**Student:** PMN-0.33PT, 0.67 PbMg$_{1/3}$Nb$_{2/3}$O$_3$–0.33 PbTiO$_3$, treated as rhombohedral, has its polarisation along $\langle111\rangle$. Why does it respond so strongly along [001]?

**Lecturer:** Rotate the tensor. For point group $3m$ put $X_3$ on the polar axis and $X_1$ normal to a mirror. In Voigt notation with engineering shears, $d_{24}=d_{15}$, $d_{32}=d_{31}$, $d_{21}=-d_{22}$ and $d_{16}=-2d_{22}$. With field and strain along a unit vector $\mathbf n$,

$$d_{33}^*=d_{33}n_3^3+(d_{15}+d_{31})(n_1^2+n_2^2)n_3+d_{22}(n_2^3-3n_1^2n_2).$$

The cubic [001] lies in a mirror, so $n_1=0$, $n_2=\pm\sin\theta$ and $n_3=\cos\theta=1/\sqrt3$, with $\theta=54.7^\circ$:

$$d_{33}^*=\frac{d_{33}+2d_{15}+2d_{31}\pm2\sqrt2\,d_{22}}{3\sqrt3}.$$

**Student:** A plus-or-minus isn't an answer.

**Lecturer:** Then take the smallest model that fixes it. The four domains have $\mathbf P_s=P\mathbf p$, $\mathbf p=(s_1,s_2,1)/\sqrt3$, $s_i=\pm1$. At zero stress each is a harmonic well with one stretching and two rotation modes:

$$G=\frac{\delta P_\parallel^2}{2\varepsilon_0\chi_\parallel}+\frac{|\delta\mathbf P_\perp|^2}{2\varepsilon_0\chi_\perp}-\mathbf E\cdot(\mathbf P_s+\delta\mathbf P).$$

Strain is cubic electrostriction, $S_3=Q_{11}P_z^2+Q_{12}(P_x^2+P_y^2)$ and $S_6=2e_{xy}=Q_{44}P_xP_y$, with cyclic partners. Minimising for $\mathbf E=E\hat{\mathbf z}$ gives $\delta P_z=\varepsilon_0E(\chi_\parallel+2\chi_\perp)/3$, $\delta P_x=s_1\varepsilon_0E(\chi_\parallel-\chi_\perp)/3$, and $\delta P_y$ likewise with $s_2$. Linearising $S_3$,

$$d_{33}^*=\frac{2\varepsilon_0P}{3\sqrt3}\left[\chi_\parallel(Q_{11}+2Q_{12})+2\chi_\perp(Q_{11}-Q_{12})\right].$$

The signs entered as $s_i^2=1$, so all four domains agree.

**Student:** No $3m$ tensor appeared there.

**Lecturer:** Extract it from the same model. For the [111] domain take $X_1\parallel[\bar110]$ and $X_2\parallel[\bar1\bar12]$, so [001] has $n_2=+\sin\theta$. Fields along these axes give

$$d_{33}=\tfrac23\varepsilon_0\chi_\parallel P(Q_{11}+2Q_{12}+Q_{44}),\qquad d_{31}=\tfrac23\varepsilon_0\chi_\parallel P(Q_{11}+2Q_{12}-\tfrac12Q_{44}),$$

$$d_{15}=\tfrac13\varepsilon_0\chi_\perp P(4Q_{11}-4Q_{12}+Q_{44}),\qquad d_{22}=\tfrac{\sqrt2}{3}\varepsilon_0\chi_\perp P(Q_{11}-Q_{12}-\tfrac12Q_{44}).$$

Then $d_{33}+2d_{31}=2\varepsilon_0\chi_\parallel P(Q_{11}+2Q_{12})$ and $2d_{15}+2\sqrt2d_{22}=4\varepsilon_0\chi_\perp P(Q_{11}-Q_{12})$. $Q_{44}$ cancels, and the upper sign reproduces the direct result exactly. Reversing $X_1$ and $X_2$ flips both $n_2$ and $d_{22}$, so the product survives. Flipping only one describes another direction, $[22\bar1]$, at the same $\theta$.

**Student:** Does that matter in numbers?

**Lecturer:** The assumed inputs are $Q_{11}=0.055$, $Q_{12}=-0.024$, $Q_{44}=0.040$ m$^4$/C$^2$, $P=0.43$ C/m$^2$, $\chi_\parallel=650$ and $\chi_\perp=12\,000$. The model gives, in pC/N, $d_{33}=78$, $d_{31}=-21$, $d_{15}=5.42\times10^3$ and $d_{22}=1.27\times10^3$. Both routes give $d_{33}^*=2.8\times10^3$ pC/N along [001], while $[22\bar1]$ has $1.4\times10^3$ pC/N. The stretching term supplies 0.24 per cent of the [001] value, and the rest is polarisation rotation. At 1 kV/cm, $|\delta\mathbf P_\perp|/P=0.020$, so linearising is safe.

**Student:** Is that the crystal's coefficient?

**Lecturer:** It is the model's. I chose $\chi_\perp$ to reproduce typical [001]-poled behaviour, with a susceptibility $(\chi_\parallel+2\chi_\perp)/3=8.2\times10^3$, so the size of $d_{33}^*$ tests nothing; and against typical single-domain values the model's $d_{33}$ is two to three times too small and its $d_{15}$ about a third too large.

**Student:** Equal $d_{33}^*$ then makes the crystal $4mm$?

**Lecturer:** It does not. Equality holds domain by domain, whatever the volume fractions. The same field also shears each domain:

$$d_{35}^*=s_1\frac{\varepsilon_0PQ_{44}(2\chi_\parallel+\chi_\perp)}{3\sqrt3},\qquad d_{36}^*=2s_1s_2\frac{\varepsilon_0PQ_{44}(\chi_\parallel-\chi_\perp)}{3\sqrt3},$$

and $d_{34}^*$ follows from $d_{35}^*$ with $s_1\to s_2$. For [111] these are $0.39\times10^3$ and $-0.67\times10^3$ pC/N. Symmetry $4mm$ forbids all three, so the volume averages of $s_1$, $s_2$ and $s_1s_2$ must vanish. With normalisation that is four linear equations, solved only by fractions of 1/4. The fourfold axis and mirrors then permute equally weighted domains, and the averaged tensor is $4mm$.

**Student:** And the walls? The field does work on the polarisation.

**Lecturer:** The same work on both sides. The pressure on a wall is the difference of the minimised $G$, with $\psi$ the angle between $\mathbf E$ and $\mathbf p$:

$$G_{\min}=-PE\cos\psi-\tfrac12\varepsilon_0E^2(\chi_\parallel\cos^2\psi+\chi_\perp\sin^2\psi).$$

For [001], $\psi=\theta$ in every domain. This outlives the harmonic well, because the fourfold axis of the cubic parent permutes the domains and leaves the field unchanged. Tilt the field by $\alpha$ towards [110], and [111] is favoured over $[\bar1\bar11]$ by

$$2PE\sin\theta\sin\alpha-\tfrac12\varepsilon_0E^2(\chi_\perp-\chi_\parallel)\sin2\theta\sin2\alpha,$$

which is 1.2 kPa less 17 Pa for $\alpha=1^\circ$ at 1 kV/cm.

**Student:** You treated each domain as free, yet neighbours shear oppositely. They must fight.

**Lecturer:** Not always. Stack [111] and $[\bar1\bar11]$ layers with (001) walls. Both have $s_1s_2=+1$, so $S_1$, $S_2$, $S_6$ and $P_z$ match across each wall at any [001] field. Only $S_4$ and $S_5$ jump, which a (001) plane permits. Away from the edges each layer is stress-free, each wall is neutral, and the formula holds at any layer fractions. With equal fractions the averaged tensor is $mm2$.

**Student:** And with all four domains?

**Lecturer:** Then some clamping is generally present. Take the extreme case in which all three induced shears are blocked, at an energy cost $(\delta S_4^2+\delta S_5^2+\delta S_6^2)/2s_{44}$, with $s_{44}$ the cubic compliance at fixed polarisation. Stretching and rotation stay uncoupled, and with $\kappa=\varepsilon_0Q_{44}^2P^2/3s_{44}$,

$$1/\chi_\perp'=1/\chi_\perp+\kappa,\qquad 1/\chi_\parallel'=1/\chi_\parallel+4\kappa.$$

Cubic shear stresses do not enter $S_3$, so the closed form stands with primed susceptibilities. An assumed $s_{44}=14$ pm$^2$/N gives $\chi_\perp'=6.9\times10^3$ and the model's $d_{33}^*=1.6\times10^3$ pC/N, lower by 43 per cent. The rotated tensor is exact for stress-free domains, and in a four-domain crystal the wall geometry decides how much of that reduction applies.